The GFN2-xTB row has the wrong sign. It puts the second isomer 26 kJ/mol above the first, while every other row puts it well below. Being outnumbered does not by itself prove the exception wrong, since a majority of methods can share an error. An independent estimate, good enough to fix the sign and rough size of the energy, can settle the matter, and it takes only four bond energies and a pencil.

Electronic energy of the second isomer of C2H9NSi minus that of the first, both neutral singlets, computed with Ansatz 0.2.0 and tblite 0.8.0. All levels are evaluated at PBE-D4/def2-SVP geometries, with frozen cores in the MP2 and coupled-cluster rows and an electronic temperature of 300 K in GFN2-xTB.

```
        result level  result isomer energy (kJ/mol)
            GFN2-xTB                          26.20
           HF/STO-3G                         -55.90
        HF/def2-TZVP                         -68.10
     PBE-D4/def2-SVP                         -56.80
    PBE-D4/def2-TZVP                         -68.20
 revPBE-D4/def2-TZVP                         -65.00
 r2SCAN-D4/def2-TZVP                         -72.60
    PBE0-D4/def2-SVP                         -60.00
   PBE0-D4/def2-TZVP                         -70.00
r2SCAN0-D4/def2-TZVP                         -73.00
   wB97X-V/def2-TZVP                         -67.40
       MP2/def2-TZVP                         -68.90
      CCSD/def2-TZVP                         -67.60
   CCSD(T)/def2-TZVP                         -66.30
```

The column "result isomer energy", called E below, is the energy of the second isomer minus that of the first. A negative E means that the second is more stable. The column "result level" names the method and, after the stroke, the basis set, that is, the functions from which the orbitals are built.

The coordinates show what the two isomers are. The first is (CH₃)₂N–SiH₃, with two methyl groups on nitrogen and three hydrogen atoms on silicon. The second is CH₃–SiH₂–NH–CH₃. One methyl group has moved from nitrogen to silicon, and one hydrogen atom has gone the other way:

(CH₃)₂N–SiH₃ → CH₃–SiH₂–NH–CH₃

Most of the molecule takes no part in this exchange. The bond between silicon and nitrogen stays, as do the other methyl group on nitrogen and all the C–H bonds. Nitrogen is nearly planar in both structures, so its lone pair sits in a similar setting on either side. What changes is a short list: an N–C and an Si–H bond are lost, an Si–C and an N–H bond are gained.

Suppose, as a limiting case, that the energy of a bond depends only on the two atoms it joins. Everything that is unchanged then cancels, and E is the energy of the bonds broken minus that of the bonds formed. With D for the energy needed to break a bond,

E ≈ D(N–C) + D(Si–H) − D(Si–C) − D(N–H)

Rough average bond energies, recalled to two figures, are 310 kJ/mol for N–C, 390 for N–H, and 320 for both Si–H and Si–C. They give

E ≈ 310 + 320 − 320 − 390 = −80 kJ/mol

The sum reads more easily when it is sorted by atom. Silicon gains or loses almost nothing when it trades hydrogen for carbon. Nitrogen gains about 80 kJ/mol when it trades carbon for hydrogen. In this picture the second isomer is more stable because it has an N–H bond, and silicon is the atom that can take over the methyl group at little cost.

The estimate is a small difference between large numbers, and its error has to be judged accordingly. If each of the four bond energies is uncertain by 10 kJ/mol, independently of the others, the result is uncertain by about 20. That is too coarse to choose between −60 and −80. It is ample for the question raised by the first row, because +26 lies about 106 kJ/mol from the estimate, more than five times its uncertainty.

Why nitrogen and silicon behave so differently can be seen from Pauling's description of a polar bond. It takes the energy of a bond A–B as the mean of the energies of A–A and B–B, plus a gain from the unequal sharing of electrons. With χ for electronegativity and k for a constant of about 1 eV,

D(A–B) = ½[D(A–A) + D(B–B)] + k(χA − χB)²

Now insert this formula four times into the expression for E. Each of the atoms N, Si, C and H occurs once among the broken bonds and once among the formed ones, so all the mean values cancel. Only the polar terms survive, and they combine into a product:

E ≈ −2k(χN − χSi)(χC − χH)

Two limits show what this product means. If the two centres had the same electronegativity, the first bracket would vanish and the exchange would cost nothing, however strong the separate bonds were. If carbon and hydrogen had the same electronegativity, the second bracket would vanish with the same result. An energy appears only when both pairs differ, and its sign follows a simple rule: the more electronegative of the two exchanged partners goes to the more electropositive centre.

Here carbon is slightly more electronegative than hydrogen, and silicon is much more electropositive than nitrogen. Carbon therefore belongs on silicon and hydrogen on nitrogen, as in the second isomer. With the usual electronegativities the product comes to somewhat less than 1 eV, or several tens of kJ/mol, which is the right order. Pauling derived his electronegativities from bond energies, so the product explains the bond estimate but is not independent evidence for it. It is also an argument from theory, since the table holds a single reaction and cannot test how E varies with the atoms. For a neighbouring exchange it suggests that the preference shrinks as the two centres become more alike.

The computed energies can now be set beside the estimate. In the ten rows with the larger basis, def2-TZVP, E lies between −65 and −73 kJ/mol. The bond estimate has the right sign and is too negative in each of them, with a typical (root-mean-square) miss of about 12 kJ/mol. This is within its own uncertainty. The comparison is not quite like with like, because tabulated bond energies include vibrations and the computed values do not. Whether that term narrows or widens the gap was not computed.

It may seem surprising that such different methods agree so well. Hartree-Fock theory is the limit in which each electron feels only the average field of the others, and it is known to give poor energies for breaking a single bond. CCSD(T) adds the correlated motion of the electrons, which lowers the energy of the first isomer by about 1990 kJ/mol. Yet with the same basis the two methods give −68.1 and −66.3 kJ/mol for the exchange.

The outcome is so close because correlation lowers both isomers almost equally, to within 2 kJ/mol. The likely reason is the kind of reaction. No electron pair is broken up on going from one isomer to the other, and the number of bonds to hydrogen stays the same. Correlation is largely a matter of electrons that share a pair or a neighbourhood, so most of it cancels, much as the mean values cancelled in Pauling's formula. The preference for the second isomer is thus already present in the average field.

The basis set leaves a clearer mark. Three pairs of rows differ only in the basis, one each for Hartree-Fock, PBE and PBE0, and in each pair the smaller basis weakens the preference by 10 to 12 kJ/mol. A possible but untested cause is that the polar N–H bond needs more flexible functions than the small sets provide. The smaller basis is STO-3G in the first pair and def2-SVP in the other two. These are sets of very different quality, so the similar size of the step may be chance and should not be carried over to other reactions.

A two-number rule therefore describes what a calculation of this exchange will return:

E ≈ −69 + 11s kJ/mol

Here s is 0 for def2-TZVP and 1 for STO-3G or def2-SVP. Both numbers come from a least-squares fit to all rows except GFN2-xTB, which uses a parametrised Hamiltonian with a small basis of its own and so has no place on this scale. In effect, the first number is the average over the larger basis, and the second is the distance from it to the average over the smaller ones.

Take r2SCAN-D4 with def2-TZVP as the first example. The basis is the larger one, so s is 0 and the rule gives −69 kJ/mol. The computed value is −72.6, and the rule misses it by about 4. This is one of its poorer results, for the two r2SCAN-type functionals give the strongest preference in the table.

Take PBE0-D4 with def2-SVP as the second. Now s is 1, and the rule gives

E ≈ −69 + 11 = −58 kJ/mol

The computed value is −60.0, so the miss is about 2 kJ/mol. Both examples belong to the rows from which the two numbers were obtained, and they illustrate the rule without testing it. A fairer measure is to leave out each row in turn and predict it from the rest, which gives a typical miss of just under 3 kJ/mol.

The two rules do different work. The bond estimate owes nothing to the table and can be made for another molecule, but with four changed bonds it is good only to about 20 kJ/mol, and only if each bond energy is good to 10. The two-number rule is several times sharper, but it holds for this one exchange and for methods of the kinds used to find it. The first tells whether the sign of a computed energy is believable, provided the estimate is well clear of zero, and the second tells how far the energy of this exchange moves when the basis is changed.

Neither rule can rank the methods. The functionals differ among themselves by up to 8 kJ/mol in the larger basis, and a change of basis has already moved E by more than that. CCSD(T) in def2-TZVP may itself still shift by a few kJ/mol in a larger basis. A functional that lies 2 kJ/mol closer to it than another has not been shown to be the better one.

The bond estimate also has a limit set by its starting assumption. It treats a bond as a private matter between two atoms, so it fails where an isomer gains or loses ring strain, conjugation or an internal hydrogen bond. It gives the same energy for all conformers of a molecule, and the structures compared here come from short searches that may have overlooked a slightly lower one.

With these limits in mind, the first row can be judged. GFN2-xTB lies 92.5 kJ/mol above CCSD(T), an error larger than the whole energy it was meant to describe. It was evaluated at structures optimised with PBE, and the forces it finds there suggest that relaxation would recover only a small part of the error. The method was parametrised mainly for structures, vibrations and weak interactions between molecules, and an exchange of bonds between nitrogen and silicon lies outside that purpose. Which of its energy terms goes astray cannot be read from the result, but four bond energies are enough to show that its sign should not be trusted.
